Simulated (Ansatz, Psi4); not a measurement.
BF3 (boron trifluoride): a line through the functionals

BF3 has 4 atoms, charge 0, and is taken as a singlet. SMILES: `FB(F)F`. The shape is that of a PBE0-D4/def2-TZVP optimisation.

The HOMO–LUMO gap y, in eV, basis aug-cc-pVDZ; a is the functional's share of exact exchange. Programs: Ansatz 0.2.0, Psi4 1.11.

| functional | program | a | y (eV) |
| --- | --- | --- | --- |
| revPBE | Psi4 | 0 | 9.14 |
| BLYP | Psi4 | 0 | 9.12 |
| TPSSh | Psi4 | 0.1 | ? |
| B3LYP | Psi4 | 0.2 | 11.46 |
| r2SCAN0 | Ansatz | 0.25 | 12.97 |
| PBE0 | Psi4 | 0.25 | 12.13 |
| BHLYP | Psi4 | 0.5 | 14.65 |

**Question.** Fit y = c + s·a to the known rows and predict TPSSh.

**Answer.** 
1. Means of the 6 rows: a = 0.2000, y = 11.578.
2. Σ(Δa)² = 0.175, Σ(Δa·Δy) = 1.998, so the slope is 1.998/0.175 = 11.417.
3. Intercept: 11.578 − (11.417) × 0.2000 = 9.295. The largest residual of the fit is 0.82.
4. TPSSh: 9.295 + (11.417) × 0.1 = 10.44 eV.

The run gave 10.65 eV, so the prediction is off by -0.21 eV, within the largest residual. Exact exchange lowers occupied levels and raises empty ones. The rows mix families of semi-local functionals, which the line can't see.

The gap widens with the share of exact exchange, and the near-linear rise from BLYP through B3LYP to BHLYP shows this within one related family. The HOMO of BF3 is made of fluorine lone pairs, compact orbitals whose spurious self-repulsion is only partly cancelled by semi-local exchange, so they drop markedly as exact exchange is mixed in. The empty level, whether boron 2p π* or a more diffuse orbital favoured by the augmented basis, probably responds less, which would put most of the slope on the occupied side.

The share of exact exchange is not the whole story: r2SCAN0 and PBE0 have the same share, yet give 12.97 and 12.13 eV. TPSSh also lies above the line, which may point to a widening by the meta-GGA part; the change of program for r2SCAN0 should matter little, since converged programs agree closely for the same functional, basis and geometry. Since BF3 does not bind an extra electron in the gas phase, the LUMO energy is no measure of its electron affinity, nor is the gap a measure of its Lewis acidity.
